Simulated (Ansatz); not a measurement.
# From B to In: the HOMO–LUMO gap

Gas-phase molecules, one atom swapped for its congeners: C6H3B `C#CB(C#C)C#C`; C6H3Al `C#[C][Al]([C]#C)[C]#C`; C6H3Ga `C#[C][Ga]([C]#C)[C]#C`; C6H3In `C#[C][In]([C]#C)[C]#C`. All are singlets with charge 0.

Shapes, held fixed at every level: PBE0-D4/def2-TZVP. Programs: Ansatz 0.2.0. Values in eV.

```
              level  C6H3B  C6H3Al  C6H3Ga  C6H3In
   SPW92/def2-TZVPP   3.14    4.04    3.90    3.98
  PBE-D4/def2-TZVPP   3.21    4.12    3.98    4.06
B3LYP-D4/def2-TZVPP   4.81    5.63    5.49    5.51
BHLYP-D4/def2-TZVPP   7.25    7.94    7.83    7.79
 wB97X-V/def2-TZVPP   9.64   10.41   10.32   10.29
 wB97M-V/def2-TZVPP   9.42   10.11   10.06    9.98
```

At wB97M-V/def2-TZVPP the HOMO–LUMO gap isn't monotonic: it is largest for Al and smallest for B (10.11 and 9.42 eV). 3 of 6 levels show this order throughout; 6 agree on the largest and the smallest. For atoms past krypton def2 sets carry core potentials with scalar relativity. Relativity is left out for Ga. Orbital gaps aren't excitation energies, and the LUMO depends on the basis.

The robust result is the step between boron and its heavier congeners: every level gives C6H3B the smallest gap and C6H3Al the largest, while Al, Ga and In lie close together. The likely reason is π conjugation. Boron's compact, empty 2p orbital overlaps well with the ethynyl π system across short B–C bonds, which stabilises a LUMO shared between boron and the π* orbitals. In the heavier compounds the bonds are longer and more polar and the valence p orbitals more diffuse, so this mixing weakens and the gap widens. Gallium's slightly smaller gap than aluminium's fits the poor shielding by its filled 3d shell, which makes gallium the more electronegative of the two.

The order of Ga and In isn't settled: indium has the larger gap with SPW92, PBE-D4 and B3LYP-D4, gallium with the other three, probably because the share and range of exact exchange shift their frontier orbitals unequally. Nor does the small gap of the boron compound make it the strongest Lewis acid, since acidity also depends on the cost of pyramidalisation and on the bond formed to the donor.
